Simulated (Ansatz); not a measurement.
Re: the change of pressure and energy less free atoms with volume scale

Periodic Kohn-Sham DFT of a crystal at fixed atoms, scaled to volume_scale times the given cell; pressure positive in compression, energy less spherical unpolarised free atoms, largest_vzz the field gradient of largest size among the nuclei. The results are calculated, by Ansatz 0.2.0.

The cell before it is scaled or strained (space group Fm-3m, No. 225):
```
CELL_PARAMETERS angstrom
0.00000 1.97500 1.97500
1.97500 0.00000 1.97500
1.97500 1.97500 0.00000
ATOMIC_POSITIONS crystal
Re 0.00000 0.00000 0.00000
```

Settings of every row: method all-electron LAPW; functional PBEsol; relativity scalar; k mesh 14x14x14; filling fermi-dirac; smearing width 0.05 eV; basis error target 0.25 meV/atom; nucleus gaussian.

Atom start moment: 0 on all atoms.

Limits: cell far from its zero-pressure volume; no spin-orbit coupling on heavy atoms.

| row | volume scale | V (Å³/atom) | pressure (GPa) | energy less free atoms (eV/atom) |
| --- | --- | --- | --- | --- |
| 1 | 0.94 | 14.483 | 3.224 | -12.3993 |
| 2 | 0.96 | 14.791 | ? | ? |
| 3 | 0.98 | 15.099 | -11.981 | -12.3814 |
| 4 | 0.99 | 15.253 | -15.276 | -12.3682 |
| 5 | 1 | 15.407 | -18.388 | -12.352 |
| 6 | 1.01 | 15.562 | -21.328 | -12.3329 |
| 7 | 1.02 | 15.716 | -24.102 | -12.3111 |
| 8 | 1.04 | 16.024 | -29.187 | -12.2597 |
| 9 | 1.06 | 16.332 | -33.704 | -12.1991 |

Question: what pressure and energy less free atoms should row 2 give?

Worked fit of pressure. Take u = (V_r/V)^(2/3) − 1 with V_r = 15.485 Å³ an atom, which is twice the finite (Eulerian) strain; such expansions in the strain, on which the Birch-Murnaghan equation of state is built, carry the rest volume and the bulk modulus. The shown rows have u = 0.04561, 0.01697, 0.01011, 0.00337, -0.0033, -0.00982, -0.02255, -0.03488. Least squares give pressure = −19.8888 + 442.46 × u + 1363.92 × u² + 1000 × u³ GPa; a parabola predicts inner rows, each left out in turn, worse (root mean square 0.016 against 0.0052 GPa). The rows lie off it by 0.000, 0.002, -0.001, -0.006, 0.006, 0.001, -0.003, 0.001 (root mean square 0.0033 GPa). The pressure vanishes at u = 0.0399, or V = 14.6 Å³ an atom, and there the bulk modulus at fixed shape and fractions is B = −V dP/dV = (2/3)(1 + u) dP/du = 386 GPa. The withheld row has u = 0.03104, so the fit gives −19.8888 + 442.46 × (0.03104) + 1363.92 × (0.03104)² + 1000 × (0.03104)³ = -4.811 GPa.

The calculation gave -4.805 GPa. The fit lies 0.006 GPa (0.016 % of the column's range) below it; its largest miss of a shown row is 0.006 GPa.

Worked fit of energy less free atoms. Take u = (V_r/V)^(2/3) − 1 with V_r = 15.485 Å³ an atom, which is twice the finite (Eulerian) strain; such expansions in the strain, on which the Birch-Murnaghan equation of state is built, carry the rest volume and the bulk modulus. The shown rows have u = 0.04561, 0.01697, 0.01011, 0.00337, -0.0033, -0.00982, -0.02255, -0.03488. Least squares give energy less free atoms = −12.34279 − 2.8731 × u + 35.808 × u² eV/atom; a straight line predicts inner rows, each left out in turn, worse (root mean square 0.018 against 0.00011 eV/atom). The rows lie off it by 0.0000, -0.0002, 0.0000, 0.0001, 0.0000, 0.0000, 0.0001, -0.0001. Its lowest point lies at u = 0.0401, or V = 14.6 Å³ an atom, and the curvature there gives the bulk modulus at fixed shape and fractions, B = (4/9)(1 + u)² E″(u)/V = 378 GPa. The withheld row has u = 0.03104, so the fit gives −12.34279 − 2.8731 × (0.03104) + 35.808 × (0.03104)² = -12.3975 eV/atom.

The calculation gave -12.3976 eV/atom. The fit lies 0.0001 eV/atom (0.05 % of the column's range) above it, one unit of the last digit.
